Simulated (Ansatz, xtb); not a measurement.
# Two isomers of C4H11FOSi

Structure a: `CC(C)O[Si@H](C)F`, a singlet. Structure b: `CCO[Si](C)(C)F`, a singlet. Both are isolated molecules in the gas phase, relaxed with r2SCAN-D4/def2-SVP, each in the lowest conformer that the search found.

**Question.** Estimate which is lower in electronic energy at CCSD(T)/def2-SVP + ΔMP2/def2-TZVPP, and by roughly how much.

**Answer.** The CCSD(T)/def2-SVP + ΔMP2/def2-TZVPP calculation puts structure b lower, by 7.6 kcal/mol.

The same difference at several levels:

```
                             level            geometry  E(b) − E(a) (kcal/mol)  departure from the last row (kcal/mol)  job, with rough time for the two
                          GFN2-xTB            GFN2-xTB                     +12.9                                   +20.5              optimisation, 0.26 s
                         HF/STO-3G            GFN2-xTB                     −11.9                                    −4.3              single point, 0.42 s
      r2SCAN-D4/def2-SVP//GFN2-xTB            GFN2-xTB                      −8.5                                    −0.9               single point, 4.8 s
                r2SCAN-D4/def2-SVP  r2SCAN-D4/def2-SVP                      −7.7                                    −0.1                optimisation, 90 s
                       HF/def2-SVP  r2SCAN-D4/def2-SVP                      −7.3                                    +0.3           part of the CCSD(T) run
                      MP2/def2-SVP  r2SCAN-D4/def2-SVP                      −5.6                                    +2.0           part of the CCSD(T) run
                  CCSD(T)/def2-SVP  r2SCAN-D4/def2-SVP                      −5.2                                    +2.4                      single point
CCSD(T)/def2-SVP + ΔMP2/def2-TZVPP  r2SCAN-D4/def2-SVP                      −7.6                                                     single point, 2.1 min
```

As drawn, b has 1 C–Si, 1 C–H in place of 1 C–C, 1 Si–H.

GFN2-xTB puts the two in the other order. The largest departure from CCSD(T)/def2-SVP + ΔMP2/def2-TZVPP is that of GFN2-xTB, 20.5 kcal/mol. The last row adds to CCSD(T) the change of the MP2 difference between the two basis sets, here −2.4 kcal/mol.

With thermal terms from frequencies at re-optimised GFN2-xTB minima (ideal gas, soft modes damped towards free rotors, one conformer each, 298.15 K, 1 atm): on the last row, ΔE + ΔZPE = −7.1, ΔH = −6.7, ΔG = −7.9 kcal/mol.

The correlated steps freeze 11 core orbitals. Mirror images aren't counted in ΔG. Run with Ansatz 0.2.0, xtb 6.7.1; the last row on 4 threads of Arm Neoverse V1 on a shared host.

The preference for b is mainly a matter of bond exchange: a methyl group moves from carbon to silicon and a hydrogen from silicon to carbon. The gain from replacing a relatively weak Si–H bond with a strong C–H bond outweighs the difference between C–C and C–Si. Branching at the alkoxy carbon stabilises a and probably offsets part of this gain.

Hartree–Fock already gives the preference, so it doesn't depend on electron correlation. In the small basis, correlation reduces it, while the larger basis restores 2.4 kcal/mol; the close agreement of HF/def2-SVP with the final value is therefore partly cancellation. The reversed GFN2-xTB order is an energy error rather than a geometry problem, since r2SCAN-D4 at the same geometries still favours b; an imbalance in the parametrised silicon and carbon bond energies is the likely source. Zero-point energy slightly favours a, as expected when a soft Si–H stretch replaces a stiffer C–H stretch. The ordering says nothing about the barrier to interconversion.
